The Altshuler-Aronov correction to the conductivity, with boron-doped silicon as the example

In a diffusive metal two electrons stay near each other far longer than in a clean one, and the conductivity acquires a singular temperature dependence: −T^(−1/2) in a wire, ln T in a film, √T in bulk (Altshuler and Aronov, 1979). At each "Predict" below, commit to an answer before reading on.

Conventions and premises

ħ = k_B = 1 until the results. ν is the quasiparticle density of states per spin and per unit d-dimensional volume, D the diffusion constant, τ the elastic time, and σ = 2e²νD.

P1. One isotropic band of spin-1/2 quasiparticles, with k_F l ≫ 1 and Tτ ≪ 1. Only particle-hole (diffuson) modes are kept.

P2. The interaction at small momentum transfer is ½ Σ_j V_j n_j n_j, with n_j = ψ†σ^jψ and σ⁰ = 1. The singlet V₀ contains the Coulomb potential v(q). The three triplet amplitudes are V_j = F/2ν, where F is the triplet Landau parameter, defined so that the spin susceptibility carries 1/(1+F). The interaction is replaced by a Gaussian fluctuating potential φ_jσ^j whose propagator is the screened interaction, kept to first order.

P3. In the Keldysh representation [[R, K],[0, A]] the disorder-averaged quasiclassical function g(t,t′;r) obeys g∘g = 1 and the Usadel equation

(1) (∂_t + ∂_t′)g + i[φ̂, g] − D∇(g∇g) = 0.

Products are convolutions in time. In equilibrium g = [[1, 2h₀],[0, −1]], where h₀(ε) = tanh(ε/2T). The particle current per spin is j = (πνD/2)J with J = (g∇g)^K(t,t).

The potential takes values φ± = φ_c ± φ_q on the two branches of the time contour, and the rotation to the triangular form turns diag(φ₊, φ₋) into φ̂ = φ_c + φ_q τ_x. With ⟨φ_aφ_b⟩ = iV_ab, the identities V^T − V^< = V^> − V^T̃ = V^R give

(2) ⟨φ_c(1)φ_q(2)⟩ = (i/4)(V^T − V^< + V^> − V^T̃) = (i/2)V^R(1−2), and ⟨φ_qφ_q⟩ = 0.

Step 1. Solve the normalisation

Let U = [[1, h],[0, −1]] and M = [[1, 0],[z, −1]], with h and z functions of (t,t′;r). Both square to 1, so g = UMU does too:

g = [[1 + hz, 2h + hzh],[−z, −1 − zh]].

Predict: which component of φ̂ can make z nonzero?

Only φ_q, because φ_c keeps g triangular. Since ⟨φ_qφ_q⟩ = 0, first order in z is enough. With a = U∇U = [[0, ∇h],[0, 0]] and (∇U)U = −a, the product rule gives g∇g = U[MaM − a + M∇M]U. Multiplying out and dropping z²,

(3) (g∇g)^K = 2∇h + (∇h)zh + hz∇h − h(∇z)h, and (g∇g)₂₁ = ∇z.

Step 2. The driven state

Measure ε from a fixed zero and let the electrochemical potential μ(r) have a small constant gradient. In time, with η = t − t′,

h = h₀(η) e^(−iμη), h₀(η) = ∫dε/2π tanh(ε/2T) e^(−iεη) = −iT/sinh(πTη).

This solves (1) to first order in ∇μ. The unperturbed current is J₀ = 2∫dε/2π ∇tanh[(ε−μ)/2T] = −(2/π)∇μ, so j = −νD∇μ, the Drude value, and δσ/σ = δJ/J₀.

Predict: does the term 2∇h in (3) contribute to δJ on average?

It does not. Causality requires the averaged lower-left element to vanish, ⟨z⟩ = 0. In equilibrium ⟨g^K⟩ = ⟨g^R⟩h₀ − h₀⟨g^A⟩. Write h = h₀ + δh. The left side is 2h₀ + 2⟨δh⟩ + ⟨δh z⟩h₀ + h₀⟨z δh⟩ and the right side is the same without 2⟨δh⟩, so ⟨δh⟩ = 0. In the driven state ⟨δh⟩ is therefore of order ∇μ, it depends on r only through ε − μ(r), and its gradient is of second order.

Step 3. The response to φ_q

The lower-left element of i[φ̂, g] at first order is i(φ_q g^R − g^Aφ_q) = 2iφ_q(t)δ(t−t′). Then (1) and (3) give z = ζ(r,t)δ(t−t′) with

(4) (−∂_t − D∇²)ζ = −2iφ_q.

This is diffusion backwards in time: ζ(t) depends on φ_q at later times. Because z is local in time, the three remaining terms of (3) combine. Let P(t,t₁) = h(t,t₁)h(t₁,t), and let p be its part linear in φ_c. Then

(5) δJ = ∫dt₁ ⟨ζ(t₁)∇p − p∇ζ(t₁)⟩.

The unperturbed value is P₀ = h₀(η)h₀(−η) = T²/sinh²(πTη), now with η = t − t₁.

Step 4. The response to φ_c

Write the change of h as h₀(η)e^(−iμη) k(t,t₁). Moving the phase through the Laplacian, the K element of (1) becomes, to first order in ∇μ,

(∂_t + ∂_t₁ − D∇² + 2iDη∇μ·∇)k = −i[φ_c(t) − φ_c(t₁)].

Define the diffuson 𝒟 = (∂_t − D∇²)⁻¹, which is 1/(Dq² − iω) for a wave e^(iq·r − iωt), and χ = 𝒟φ_c, ψ = 𝒟²φ_c. Since η commutes with ∂_t + ∂_t₁, iteration gives k = k₀ + k₁,

k₀ = −i[χ(t) − χ(t₁)], k₁ = −2Dη ∇μ·∇[ψ(t) − ψ(t₁)].

Predict: p = P₀[k(t,t₁) + k(t₁,t)]. Which of k₀ and k₁ survives?

k₀ is odd under t ↔ t₁ and cancels, while k₁ is a product of two odd factors and doubles. This cancellation expresses gauge invariance. The term k₀ is a phase, nonzero even for a uniform φ_c, which suppresses the tunnelling density of states but cannot change a current. Only gradients of the potential act:

(6) p = −4DηP₀ ∇μ·∇[ψ(t) − ψ(t₁)].

Step 5. Average

The term ψ(t₁) involves φ_c before t₁, and ζ(t₁) involves φ_q after t₁. The correlator (2) needs φ_c later than φ_q, so this term vanishes, and the term ψ(t) survives only for η > 0. From (2) and (4),

⟨ψ(r,t)ζ(r′,t₁)⟩ = (i/2)(−2i) ∫ V^R 𝒟³ e^(iq·(r−r′) − iωη) = ∫ V^R 𝒟³ e^(iq·(r−r′) − iωη),

where ∫ means ∫d^dq/(2π)^d dω/2π. A gradient gives iq on ψ and −iq on ζ, so the two terms of (5) add to −2q_a q_b, which averages over directions to −(2q²/d)δ_ab. Hence δJ = (8/d)∇μ ∫dη ηP₀W(η), and dividing by J₀,

(7) δσ/σ = −(4/πd) ∫₀^∞ dη η [πT/sinh(πTη)]² W(η), W(η) = ∫ Dq² V^R 𝒟³ e^(−iωη).

For the spin channels, h₀ is a unit matrix in spin, k = k_jσ^j, ζ = ζ_jσ^j and ½ tr σ^iσ^j = δ_ij, so W is the sum of four terms, each with its own V_j^R.

Step 6. Screening

The density per spin is const − πνh(t,t) − νφ_c, the last term being the shift of the band bottom. As η → 0, h₀k₀ → −∂_tχ/π, so for both spins δn = 2ν(∂_tχ − φ_c) = −Πφ_c with Π = 2νDq²/(Dq² − iω). Then V^R = V/(1 + VΠ), and for a triplet channel

V^R = (F/2ν)(Dq² − iω)/[(1+F)Dq² − iω].

Predict: what is the singlet propagator when 2νv(q) ≫ 1?

It is the limit F → ∞, V^R = 1/Π. The strength of the Coulomb force drops out, so this exchange term is universal.

Step 7. The channel factor

With b = Dq² and s = −iω, partial fractions give

2ν Dq²V^R𝒟³ = Fb/{[s + (1+F)b](s+b)²} = 1/(s+b)² − (1/Fb)[1/(s+b) − 1/(s+(1+F)b)].

In time this is ηe^(−bη) − (η/F)∫₁^(1+F) du e^(−ubη). The Gaussian integral ∫d^dq/(2π)^d e^(−uDq²η) = (4πDuη)^(−d/2) then gives W = (η/2ν)(4πDη)^(−d/2) λ_d, where

(8) λ_d = 1 + 3t_d, t_d = 1 − (1/F)∫₁^(1+F) u^(−d/2) du.

With y = √(1+F): t₁ = 1 − 2/(1+y), t₂ = 1 − ln(1+F)/F, t₃ = 1 − 2/[y(1+y)]. Each tends to 1 as F → ∞, which is the singlet term. Inserting σ = 2e²νD in (7), ν cancels:

(9) δσ = −λ_d (4e²D/πd) ∫ dη [πTη/sinh(πTη)]² (4πDη)^(−d/2).

The last factor is the density of return of a diffusing particle to its starting point. The thermal factor removes times beyond about 1/T, and diffusion fails below η ≈ τ.

Predict: for a repulsive interaction F < 0. Do the triplets add to the exchange term or oppose it?

For small F, t_d ≈ dF/4 < 0, so they oppose it. λ_d vanishes at F = −0.75, −0.454 and −0.323 for d = 1, 2 and 3. The last value follows from y² + y = 3/2, which gives F* = 1 − √7/2.

Step 8. The time integral

Put x = πTη. The integral needed is I(s) = ∫₀^∞ x^s/sinh²x dx with s = 2 − d/2. Expanding 1/sinh²x = 4Σ n e^(−2nx) and integrating term by term gives I(s) = 2^(1−s)Γ(s+1)ζ(s) for s > 1, with ζ(s) the Riemann function. Units are restored through L_T = √(ħD/k_BT), and h is from here on Planck's constant.

Film, s = 1. The primitive of x/sinh²x is ln sinh x − x coth x, so the integral from x₀ = πTτ ≪ 1 is 1 − ln 2x₀. The constant depends on the cutoff and is absorbed in σ. For the sheet conductance,

(10) δσ = (e²/2π²ħ)[1 + 3(1 − ln(1+F)/F)] ln(k_BTτ/ħ).

Wire, s = 3/2. The integral converges, I = 3√π ζ(3/2)/(4√2), and (9) gives δσ = −λ₁(2e²/π²)I L_T/ħ. With G = σ/L and ħ = h/2π,

(11) δG = −λ₁ [3ζ(3/2)/√(2π)] (e²/h) L_T/L = −3.13 λ₁ (e²/h) L_T/L.

The exchange part is λ₁ = 1.

Predict: in bulk, s = 1/2 and the integral diverges at small x. What sign has the T-dependent part for λ₃ > 0?

The divergent piece ∫η^(−3/2)dη does not depend on T and is absorbed in σ(0). What remains is ∫(x^s/sinh²x − x^(s−2))dx, which is negative because the thermal factor is below 1, so σ rises with T. For s > 1, I(s) = ∫₀¹(x^s/sinh²x − x^(s−2))dx + 1/(s−1) + ∫₁^∞ x^s/sinh²x dx. This form is analytic down to s > −1 apart from the pole, and for s < 1 the term 1/(s−1) equals −∫₁^∞ x^(s−2)dx. The remainder is therefore the continued I(1/2) = √(π/2) ζ(1/2) = −1.830, and

(12) σ(T) = σ(0) + m√T, m√T = λ₃ (|I|/6π²) e²/(ħL_T) = 0.0309 λ₃ e²/(ħL_T), λ₃ = 4 − 6/[y(1+y)].

Step 9. Three ways to change the sign of m

Predict: F is below F*, so m < 0. What do a strong magnetic field and strong spin relaxation do?

A Zeeman splitting E_Z multiplies the two spin-flip triplet modes by factors oscillating at a frequency of order E_Z/ħ. For E_Z ≫ k_BT these average out at the times η ≈ ħ/k_BT that carry the T dependence, so λ₃ → 1 + t₃ = 2 − 2/[y(1+y)], which is positive for F > −0.618. Spin relaxation, by spin-orbit or magnetic scattering, damps all three triplets after a time τ_s, and for ħ/τ_s ≫ k_BT leaves λ₃ → 1. Thus m turns from negative to positive if F rises through F*, if a field is applied while −0.618 < F < F*, or if spin relaxation overtakes k_BT.

Range of validity

(a) k_BT ≪ ħ/τ. Above this the motion is ballistic and (1) fails.
(b) k_F l ≫ 1 and |δσ| ≪ σ. Otherwise D and F are themselves renormalised by the interaction and depend on T.
(c) The dimension is set by L_T: the confined sizes must be below L_T and the extended ones above it.
(d) The universal singlet needs 2νv ≫ 1 at q ≈ 1/L_T, in bulk κL_T ≫ 1 with κ the screening wavenumber. In a wire the approach is slower, since t₁ departs from 1 by about 2/y.
(e) F > −1, and E_Z and ħ/τ_s below k_BT for the full triplet term.
(f) Two terms lie outside P1. Weak localisation in bulk adds e²/(2π²ħL_φ), with L_φ the dephasing length, or −1/2 of that under strong spin-orbit scattering. Relative to the exchange term this is 1.64 L_T/L_φ. The Cooper-channel interaction shifts λ₃ by an amount of order 1/ln(E_F/k_BT).

Illustration: Si:B just on the metallic side

Model the holes as one effective doublet. The inputs are a density n = 5×10⁻³ nm⁻³ (5×10¹⁸ cm⁻³, somewhat above the typical critical density of about 4×10¹⁸ cm⁻³), a typical heavy-plus-light density-of-states mass m* = 0.55 m_e, and a typical low-temperature σ of about 60 S/cm.

k_F = (3π²n)^(1/3) = 0.529 nm⁻¹ and E_F = ħ²k_F²/2m* = 0.0194 eV. This is below the spin-orbit splitting of 0.044 eV (compiled value, Ioffe Institute NSM archive, 300 K), so the split-off band is empty.
2ν = 3n/2E_F = 0.387 eV⁻¹ nm⁻³ and D = σ/2e²ν = 0.968 cm²/s.
At 1 K, L_T = 27.2 nm, so m = Aλ₃ with A = 2.77 S cm⁻¹ K^(−1/2).

Predict: does static screening alone put F above or below F*?

With the static dielectric constant 11.7 (compiled value, Ioffe Institute, 300 K), the effective Bohr radius is a* = 11.7 a₀ m_e/m* = 1.13 nm and κ = √(4k_F/πa*) = 0.77 nm⁻¹. Exchange acts between parallel spins only, so F = −ν⟨V⟩, where νV = ½κ²/(κ² + Q²) and Q = 2k_F sin(θ/2). The average over the Fermi sphere is F = −ln(1+X)/2X with X = (2k_F/κ)² = 1.9, which gives F = −0.28, slightly above F*. The estimate is first order in the screened interaction and is uncontrolled here, where r_s = (9π/4)^(1/3)/(k_F a*) = 3.2. Two further values of F are taken as illustrative inputs. With m in S cm⁻¹ K^(−1/2):

F = −0.28: λ₃ = 0.17, m = 0.5; strong field λ₃ = 0.72, m = 2.0
F = −0.50: λ₃ = −0.97, m = −2.7; strong field λ₃ = 0.34, m = 0.9
F = −0.60: λ₃ = −1.81, m = −5.0; strong field λ₃ = 0.06, m = 0.2

With all triplets damped m = A for any F.

Now test the premises at 1 K. From D = v_F²τ/3, ħ/τ = 0.028 eV against k_BT = 8.6×10⁻⁵ eV, so (a) holds. κL_T = 21, so (d) holds. The largest |δσ|/σ in the table is 0.08, but k_F l = 3m*D/ħ = 1.4, so (b) is marginal, and D and F must be read as effective parameters. For an illustrative L_φ = 5L_T, weak localisation is worth 0.33 in units of λ₃, or −0.16 with strong spin-orbit scattering, and 1/ln(E_F/k_BT) = 0.18. These rival the first row, whose sign is therefore undetermined. They move the apparent crossing only modestly: dλ₃/dF = 4.3 at F*, so a shift of 0.33 in λ₃ corresponds to 0.08 in F. Finally, the holes belong to a fourfold j = 3/2 multiplet that impurity scattering mixes, so the count of three surviving non-singlet modes is an assumption of the model.

These numbers are the model's. As typical knowledge, m in Si:B at such densities is negative with a magnitude of roughly 5 to 10 S cm⁻¹ K^(−1/2), and it turns positive close to the critical density. The screened estimate misses this in sign, the row F = −0.50 falls short by a factor of about 2 to 4, and F = −0.60 was chosen to reach that range. Static screening also gives the wrong trend, since lowering n lowers X and drives F more negative. Within (12), a positive m near the transition means that the triplet term has been weakened or cut off, and the density at which this happens lies where k_F l approaches 1, beyond the first-order theory.